## Estimating the plane spacings of an oxide slab by hand

Cut a crystal in two, and the atoms at the new surface have lost neighbours. The simplest picture of what follows is a surface that pulls itself together: the outermost plane sinks, the gap beneath it shrinks, and deeper gaps change less and less. By the fourth gap there should be little left to see.

For this thin slab of tantalum oxide, ending in oxygen on both faces, that picture is right that the first gap shrinks, but the changes do not die away by the fourth gap. The size to remember is a step of about 0.1 Å. It recurs, with changing sign, through the outer four gaps, and the fourth changes as much as the first. The same step is about 5 % of a wide gap but about 20 % of a narrow one, so a rule for such a surface should be written in ångströms and not in per cent.

Atomic planes of a Ta₂O₅ (001) slab (bulk space group P2/m; 11 planes, Ta₄O₁₁, O on both faces) after all atoms relax, numbered from bottom to top; spacing changes are relative to the relaxed bulk. Ansatz 0.2.0, DFT with PBEsol, PAW, no spin polarization, 420 eV plane-wave cutoff, 7 × 7 × 1 Gamma-centred k mesh, Gaussian smearing of 0.05 eV.

| row | relaxed plane number | relaxed plane spacing to next (Å) | relaxed plane spacing change (Å) | relaxed plane rumpling (Å) |
| --- | --- | --- | --- | --- |
| 1 | 1 | 1.823 | -0.100 | 0.000 |
| 2 | 2 | 0.582 | 0.097 | 0.109 |
| 3 | 3 | 1.755 | 0.068 | 0.000 |
| 4 | 4 | 0.385 | -0.100 | 0.000 |
| 5 | 5 | 1.933 | 0.010 | 0.049 |
| 6 | 6 | 1.933 | 0.010 | 0.000 |
| 7 | 7 | 0.385 | -0.100 | 0.049 |
| 8 | 8 | 1.755 | 0.068 | 0.000 |
| 9 | 9 | 0.582 | 0.097 | 0.000 |
| 10 | 10 | 1.823 | -0.100 | 0.109 |
| 11 | 11 | n/a | n/a | 0.000 |

The planes are numbered from one face to the other. "Relaxed plane spacing to next" is the gap between a plane and the following one, and "relaxed plane spacing change" is its difference from the gap in the bulk crystal. "Relaxed plane rumpling" is the spread in height of the atoms within one plane. The two halves of the slab are related by inversion, so the gaps in rows 6 to 10 repeat those in rows 5 to 1 and only five gaps are independent.

### Which planes move

Subtracting the change from the relaxed spacing gives back the bulk gap. Rows 2 and 4 then turn out to start from the same narrow gap of 0.485 Å. After relaxation one is wider by 0.097 Å and the other narrower by 0.100 Å. The width of a gap therefore does not decide whether it opens or closes. What counts is where the gap lies and which of its two planes moves.

Gaps do not move; planes do. Symmetry holds plane 6, in the middle, at rest, so adding up the changes from there outward gives the shift of each plane. Plane 4 has moved inward by 0.090 Å and plane 2 outward by 0.075 Å, while planes 1, 3 and 5 have moved by 0.025 Å or less. The five changes thus come down mainly to two planes moving apart.

This also alters the reading of the first row. The outermost gap shrinks mostly because plane 2 comes out to meet the surface oxygen, and only to a small extent because that oxygen sinks.

### The bonds behind the motion

To see why these two planes move, one must know what they contain. A list of atomic positions is not at hand, but composition, bond lengths and the shape of the cell point to one arrangement. Planes 2 and 5 each hold a tantalum and an oxygen atom, while planes 1, 3, 4 and 6 hold oxygen alone. The tantalum in plane 2 has five close oxygen neighbours, one of them the surface oxygen. A sixth lies farther off in plane 4, on the opposite side from the surface oxygen.

In the bulk, the oxygen that becomes the surface atom is shared by two tantalum atoms. The cut removes one of them. Chemistry has a standard expectation for this: an atom that loses one bond strengthens those it keeps, and a stronger bond is a shorter one. The forces in the slab before relaxation agree. The surface oxygen is pulled inward by about 2.7 eV/Å, and one atom of plane 2 is pulled outward by about 3.4 eV/Å. By this argument that atom is the tantalum.

A tantalum atom that binds more strongly on one side binds less strongly on the other. As it moves out towards the surface oxygen, its long sixth bond opens. The height from plane 2 to plane 4 grows from 2.17 Å to 2.34 Å, the largest change along this line of bonds. The oxygen at the far end is held less firmly from outside, and it settles inward towards the tantalum of plane 5. It is pulled that way even before any atom has moved. The oxygen of plane 3, whose long bond leads to the inner tantalum instead, is pulled inward slightly harder (0.65 against 0.57 eV/Å). The starting pull therefore does not single out the weakened long bond; what sets plane 4 apart is how far it yields. One bond tightens, the next in line stretches, and the one after that tightens again. The table shows the motion, while this account of its cause is an argument from bonding.

### Why the fourth gap gives way so easily

A deep gap that changes by a fifth of its width looks like a violent distortion. It is a mild one, because the tantalum–oxygen bonds across a narrow gap lie almost parallel to the surface. If the oxygen sits midway between two tantalum atoms and the tantalum at the mean height of its plane, such a bond spans 1.92 Å sideways, half the cell edge, and only 0.485 Å in height. By Pythagoras its length is 1.98 Å.

Moving one end vertically mainly tilts a bond of this kind. Its length changes by the fraction 0.485/1.98 of the movement, which is about a quarter. A vertical step of 0.1 Å therefore costs only 0.02 to 0.03 Å in bond length. The narrow gaps act as soft hinges, which helps the relaxation reach the fourth gap at full size. The hinge permits the shift without selecting it: plane 4 still stretches its upright long bond head-on, and plane 3, with the same flat bonds, hardly moves.

### The rule

Let u be the distance that each of the two planes moves. Plane 2 goes outward by u, plane 4 goes inward by u, and all other planes stay where they are. Each gap then changes according to which of its two sides has moved:

relaxed gap = bulk gap + s · u

with s = −1, +1, +1, −1, 0 for the first to the fifth gap, counted inward from either face.

The signs come from the bonding picture, although they were settled with the table in view. The step was found by least squares over rows 1 to 5, with the signs held fixed. The result is 0.091 ± 0.007 Å, and for use by hand u = 0.09 Å is enough.

Bond chemistry alone would not have given this size. In the usual bond-valence relation, a bond that doubles its strength shortens by 0.37 Å × ln 2, or about 0.26 Å. That would apply if the surface oxygen made up its loss in full. This slab, however, has one oxygen atom more than the formula Ta₂O₅ allows and so lacks two electrons per cell. Its oxygen need not bind so strongly, and the shortening can lie anywhere between zero and that upper value.

### Two gaps worked out

Take the second gap, between plane 2 and plane 3. Plane 2 moves outward and plane 3 stays, so the gap opens by one step:

0.485 Å + 0.09 Å = 0.575 Å

The full calculation gives 0.582 Å.

Now take the fourth gap, between plane 4 and plane 5. It has the same bulk width, but here the outer plane moves inward, so the gap closes by one step:

0.485 Å − 0.09 Å = 0.395 Å

The full calculation gives 0.385 Å, so the estimate is about 3 % too large. Both rows took part in the fit of u. They show how to use the rule and do not test it independently.

### How good the estimate is

Over the table the rule has a root-mean-square error of 0.013 Å, or 0.017 Å when each gap in turn is left out of the fit of the step. Simply keeping the bulk gaps would give 0.083 Å, about six times as much. The worst case is the third gap, with its mirror image in row 8, where the rule is 0.022 Å too wide. With one fitted step and five independent values, this is a compact description of one slab and no proof of the mechanism.

The error in the third gap has a plain origin. The rule leaves plane 3 at rest, but that plane moves inward by 0.022 Å. Before relaxation, planes 3 and 4 are pulled inward about equally, yet plane 4 ends up moving four times as far. Two restraints are likely. The outer tantalum draws the oxygen of plane 3 outward as it moves, though only weakly, through nearly flat bonds. On the inner side, the long bond from this oxygen to the tantalum of plane 5 stands almost upright, so moving inward squeezes it head-on. The table does not separate the two.

A more familiar picture also deserves a trial. An electric field pointing outward near the surface would push all tantalum-bearing planes outward and all pure oxygen planes inward. With equal shifts and one fitted step, this model has an error of 0.035 Å. It handles the narrow gaps well, but it leaves the third gap unchanged, because both of its planes are oxygen and move together. In the table that gap opens by 0.068 Å, so equal shifts are not enough. The field itself is not ruled out. Before relaxation the net pull on planes 2 and 5 is outward and that on planes 1, 3 and 4 is inward, just as such a field would have it. After relaxation all five planes have shifted in those same directions, and only the sizes differ. Yet both atoms of plane 2 are pulled outward, and one of them is oxygen, which this field alone would push inward. A field may well act together with the change in bonding, and one pointing outward is expected if the missing electrons are drawn from oxygen throughout the slab rather than from the surface atoms alone.

The rule makes one further statement that is easy to check. Its changes add up to zero, so the slab should keep its thickness. In the table each half becomes thinner by only 0.025 Å, in a slab 13 Å thick. Someone who measured nothing but film thickness would see almost no relaxation, although the surface bonds have changed markedly.

### Where the rule stops

The estimate concerns average heights of planes, not single bonds. Plane 2 ends with a rumpling of 0.109 Å, more than the step itself, though part of it is probably inherited from the bulk, since plane 5 barely moves and is rumpled by 0.049 Å. If its height is the mean of its two atoms, the surface oxygen stands either 1.77 Å or 1.88 Å above the tantalum, depending on which atom lies farther out. The outward pull on the tantalum favours the shorter value. So does the 0.54 eV the slab gains on relaxing, which would be hard to reach unless the most strongly pulled atom moved well outward. Anyone interested in the strength of the surface bond needs the atomic positions as well.

The electron count sets a more serious limit. Because of its extra oxygen, the unrelaxed slab is metallic, whereas the bulk oxide is an insulator in the same kind of calculation. The smearing entropy term, about 0.021 eV both before and after relaxation, indicates that the relaxed slab stays metallic. The missing electrons leave holes in the oxygen states, which the density functional used here tends to spread too widely. Spin was switched off, and larger rearrangements of the surface, such as pairs of oxygen atoms, were not explored. The step of 0.09 Å therefore belongs to this oxygen-rich, unreconstructed face and should not be carried over to a stoichiometric one.

Depth is the third limit. The fifth gap is nearly at its bulk value, but the next plane is the centre of the slab, fixed by symmetry. Whether the disturbance really ends there would have to be tested with a thicker slab.

For a related surface, the method may serve better than the number, though it has been tried here on one slab only. Find the bond that the cut has broken, and follow the line of bonds inward from the atom that lost it. Expect the first bond to tighten and the long bond behind it to stretch, and look for nearly flat bonds that let a plane shift cheaply. This gives a reasoned guess at the signs, while the size of the step has to come from a calculation or a measurement on that surface.
